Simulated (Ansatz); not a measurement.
# Gate voltage and capacitance of a 2H-TaSSe monolayer between two gates, from 6×10¹³ holes to 11×10¹³ electrons per cm² (PBEsol-D3(BJ))

I have to decide how many electrons to ask for in a 2H-TaSSe monolayer held between two gates when the voltage supply is limited. My target is the largest tabulated electron density that costs no more than 1.5 V, with at least 2×10¹³ cm⁻² as the lower bound. The gap is to stay at 4.5 Å of vacuum on each side, measured from the outermost atoms to the charged sheet.

The voltage is counted from that of the neutral layer, and a positive voltage adds electrons. It is the mean for the two sides, which matters here because one face of the layer is sulfur and the other selenium. I compare the capacitance with the 3.94 μF/cm² of the two vacuum gaps alone, since that is the figure a designer would use without any calculation of the layer.

## Systems and settings

Ansatz 0.2.0, plane-wave Kohn-Sham DFT with its default PAW datasets, PBEsol-D3(BJ), Coulomb interaction cut off along the normal. The layer is relaxed neutral (cell and atoms), then held. Two charged sheets, each with half the counter-charge, stand 4.5 Å outside the outermost atoms on both sides, behind a model barrier of 10 eV placed 1.5 Å nearer; the layer holds the opposite charge. Mesh 36×36×1, Fermi-Dirac smearing of 0.050 eV, spin-paired, no spin-orbit coupling. The voltage is read from the planar potential behind the sheets (their mean) against the layer's Fermi level.

Notes on method and selection:

- A vacuum gap of 4.5 Å on each side alone has a capacitance of 3.94 μF/cm².
- The capacitance is the series of the electrostatic and the quantum capacitance; at few carriers the latter depends on mesh and smearing.
- Densities at which electrons spill towards the barrier, and series whose voltage is not monotonic, are not listed.
- Runs in which the search for lower states was switched off are not listed.
- Work functions and vacuum levels are read from the electrostatic potential (Hartree and local ionic parts), which a warning of a rough exchange-correlation potential in thin density does not concern.
- The default PAW datasets of this version of Ansatz are the set soft_2.
- Runs that did not converge, have known faults or may not be shown are not listed, and runs on Ansatz's PAW sets soft_1 and soft_2 are kept to separate tables.

Columns:

- carrier density (10¹³ cm⁻²): electrons added per area, negative for holes.
- gate voltage (V): gate voltage less that of the neutral layer.
- capacitance (μF/cm²): differential capacitance e·Δn/ΔV from the previous row to this one.
- equivalent distance (Å): vacuum distance with that capacitance, 2ε₀/C.

## Data

| member | carrier density (10¹³ cm⁻²) | gate voltage (V) | capacitance (μF/cm²) | equivalent distance (Å) |
| --- | --- | --- | --- | --- |
| −6 | −6 | −1.927 | – | – |
| −2 | −2 | −0.640 | 4.98 | 3.554 |
| +0 | 0 | 0.000 | 5.01 | 3.538 |
| +1 | 1 | 0.319 | 5.02 | 3.529 |
| +2 | 2 | 0.638 | 5.03 | 3.523 |
| +4 | 4 | 1.274 | 5.04 | 3.513 |
| +7 | 7 | 2.223 | 5.06 | 3.497 |
| +11 | 11 | 3.480 | 5.10 | 3.472 |

Least-squares fits to the whole series, with x = carrier density (10¹³ cm⁻²); R² and errors in the fitted variable (y, or ln y where the fit is in ln y):

| y | members | fit | R² | rms residual | leave-one-out rms | the same for the mean of the others |
| --- | --- | --- | --- | --- | --- | --- |
| gate voltage (V) | 8 | y = −0.004863 + 0.3180 x | 1.00 | 0.0081 | 0.014 | 1.8 |
| capacitance (μF/cm²) | 7 | y = 5.0065 + 0.0084689 x | 0.98 | 0.0054 | 0.0077 | 0.041 |

## Interpretation

The voltage rises almost in proportion to the density. Over the whole table the slope is (3.480 + 1.927) / 17 = 0.318 V per 10¹³ cm⁻². A series with a non-monotonic voltage would not have been listed, so the finding lies in the size and evenness of the slope rather than in the rise itself.

The capacitance exceeds that of the vacuum gaps in every interval, by a factor between 4.98 / 3.94 = 1.26 and 5.10 / 3.94 = 1.29. I take the main reason to be where the induced charge sits. With C = 2ε₀/d, the tabulated capacitances correspond to a distance d of about 3.5 Å instead of 4.5 Å. If the voltage were purely electrostatic, the effective plane of the induced charge would lie about 1 Å outside the outermost nuclei, in the tail of the electron density, as is usual at a metallic surface.

The quantum capacitance acts in series, and the part of it that comes from the density of states can only lower the total. For a metallic layer like this one I expect it to be roughly some hundreds of μF/cm², which would take away a per cent or two. Exchange and correlation also shift the Fermi level with filling. In a two-dimensional layer they can pull it down as electrons are added, which raises the capacitance. The computed voltage includes this shift, but the columns don't separate it from the electrostatic part, so the equivalent distance is not a pure measure of where the charge sits.

The capacitance also grows slightly from holes to electrons. The equivalent distance shrinks by 3.554 − 3.472 = 0.082 Å between the first interval and the last. This has the sign I expect from the density tail: added electrons loosen it, so further charge settles nearer the gates, while holes draw it inwards. The density of states at the Fermi level does not help to explain the rise: in these runs it falls as electrons are added, which lowers the quantum capacitance and works weakly against the drift. A change in the exchange-correlation shift with filling may contribute, and the columns give only the sum of all these effects.

## Exceptions

Largest departures from the fit to the whole series:

| member | gate voltage (V) | fit | computed − fit | in rms residuals |
| --- | --- | --- | --- | --- |
| −6 | −1.927 | −1.913 | −0.014 | 1.7 |
| +11 | 3.480 | 3.493 | −0.013 | 1.6 |
| +4 | 1.274 | 1.267 | +0.007 | 0.8 |
| +2 | 0.638 | 0.631 | +0.007 | 0.8 |

The two end rows depart most from the straight line, −6 by −0.014 V and +11 by −0.013 V, while the six rows between them lie on or slightly above it. That is the pattern of a gently bent curve, and the rising capacitance requires just such a bend: the slope falls from (1.927 − 0.640) / 4 = 0.322 V per 10¹³ cm⁻² in the first interval to (3.480 − 2.223) / 4 = 0.314 in the last. I therefore keep both rows as sound members of the series.

At such high charge of either sign, holding the atoms at their neutral positions is also a real constraint, because the forces change with the charge. I would trust their voltages as those of a rigid layer. The absence of a break at high density may owe something to selection, since densities at which electrons spill towards the barrier are not listed.

## Meeting the brief

I first screen the rows. The rows −6, −2 and +0 add no electrons, and +1 is below my lower bound. The rows +7 and +11 need 2.223 V and 3.480 V, which is over the limit. That leaves +2 at 0.638 V and +4 at 1.274 V.

For the device I want the charge per area, σ = e·n with e = 1.602×10⁻¹⁹ C. For +4 this is 1.602 × 4 = 6.41 μC/cm², and for +2 it is 1.602 × 2 = 3.20 μC/cm². Half of the counter-charge stands on each gate, so the field in each gap is σ/(2ε₀) with ε₀ = 8.854×10⁻¹² F/m. For +4 the charge is 6.41 / 100 = 0.0641 C/m², which gives 0.0641 / (2 × 8.854×10⁻¹²) = 3.6×10⁹ V/m, or 3.6 V/nm.

For the error of the level I allow 5 % on the voltage. This is my own rough allowance, mainly for the position of the density tail. Row +4 then needs at most 1.274 × 1.05 = 1.34 V and still passes, while +7 needs at least 2.223 × (1 − 0.05) = 2.11 V and still fails.

My pick is +4, with +2 as the runner-up. The vacuum gaps alone would have misled me here: they predict 6.41 / 3.94 = 1.63 V for +4, which would have ruled it out.

A wider gap could overturn the pick. The mean equivalent distance between the neutral layer and +4 is 3.52 Å, and the voltage margin is used up when it grows by 3.52 × (1.5 / 1.274 − 1) = 0.62 Å on each side. In the other direction, +7 would come within the limit if a filling of the gap raised the capacitance by a factor of 2.223 / 1.5 = 1.48. Leakage could also spoil the choice, because electrons tunnel easily across so narrow a gap, and the model barrier keeps them from doing so.

## Summary

For this rigid layer and this gap, 0.318 V per 10¹³ cm⁻² reproduces the tabulated voltages from −6 to +11 to within about 0.02 V. The capacitance stays between 4.98 and 5.10 μF/cm², a spread of about 2 %.

Two features of a real device would outweigh that spread. A dielectric in place of the vacuum raises the capacitance, roughly by a factor of two or more for common gate materials if their bulk permittivity held in so thin a gap, and lowers the voltage accordingly. An uncertain gap width matters too: sheets 0.2 Å further out on each side raise the equivalent distance from about 3.5 Å to 3.5 + 0.2 = 3.7 Å and so lower the capacitance by roughly 0.2 / 3.7 = 5 %. I would therefore settle the gap before refining the description of the layer.
